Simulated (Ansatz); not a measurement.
## TaN: the change of pressure with volume scale

Results calculated with Ansatz 0.2.0, not measured. Free energy against uniform scaling of the volume at fixed shape and fractions; periodic cell, basis, potentials, k mesh and filling as listed.

The cell before it is scaled or strained (space group P-62m, No. 189):
```
cell vectors (Å)
   5.2133     0.0000     0.0000
  -2.6066     4.5148     0.0000
   0.0000     0.0000     2.9207
atoms (fractions of the cell vectors)
Ta  0.33333  0.66667  0.50000
Ta  0.66667  0.33333  0.50000
Ta  0.00000  0.00000  0.00000
N   0.39285  0.00000  0.00000
N   0.60715  0.60715  0.00000
N   0.00000  0.39285  0.00000
```

Settings of every row: functional LDA; dispersion none; potentials PAW; wave cutoff 510 eV; density cutoff 2040 eV; k mesh 5x5x8; k shift 0x0x0; occupations methfessel paxton; smearing width 0.1 eV; spin none.

Limits: coarse k mesh, up to 40 meV an atom off; no spin-orbit coupling, which can matter with elements this heavy.

| row | volume scale | V (Å³/atom) | pressure (GPa) | energy above lowest point (meV/atom) |
| --- | --- | --- | --- | --- |
| 1 | 0.9406 | 10.777 | 7.72 | 4.2 |
| 2 | 0.9703 | 11.117 | ? | ? |
| 3 | 1 | 11.457 | -12.95 | 17.7 |
| 4 | 1.0297 | 11.798 | -21.03 | 54 |
| 5 | 1.0594 | 12.138 | -27.88 | 106.1 |

Question: what pressure should row 2 give?

Worked fit of pressure. Take u = (V_r/V)^(2/3) − 1 with V_r = 11.628 Å³ an atom, which is twice the finite (Eulerian) strain; such expansions in the strain, on which the Birch-Murnaghan equation of state is built, carry the rest volume and the bulk modulus. The shown rows have u = 0.05197, 0.00993, -0.00963, -0.02821. Least squares give pressure = −17.174 + 414.34 × u + 1243.5 × u² GPa; a straight line predicts inner rows, each left out in turn, worse (root mean square 1.2 against 0.038 GPa). The rows lie off it by 0.00, -0.01, 0.02, -0.01. The pressure vanishes at u = 0.0373, or V = 11.01 Å³ an atom, and there the bulk modulus at fixed shape and fractions is B = −V dP/dV = (2/3)(1 + u) dP/du = 351 GPa. Letting shape and atoms relax would as a rule lower it, by much in layered, chain or molecular crystals. The withheld row has u = 0.03041, so the fit gives −17.174 + 414.34 × (0.03041) + 1243.5 × (0.03041)² = -3.42 GPa.

The calculation gave -3.45 GPa. The fit lies 0.03 GPa (0.084 % of the column's range) above it; its largest miss of a shown row is 0.02 GPa.

The other values of row 2: energy above lowest point 0 meV/atom.
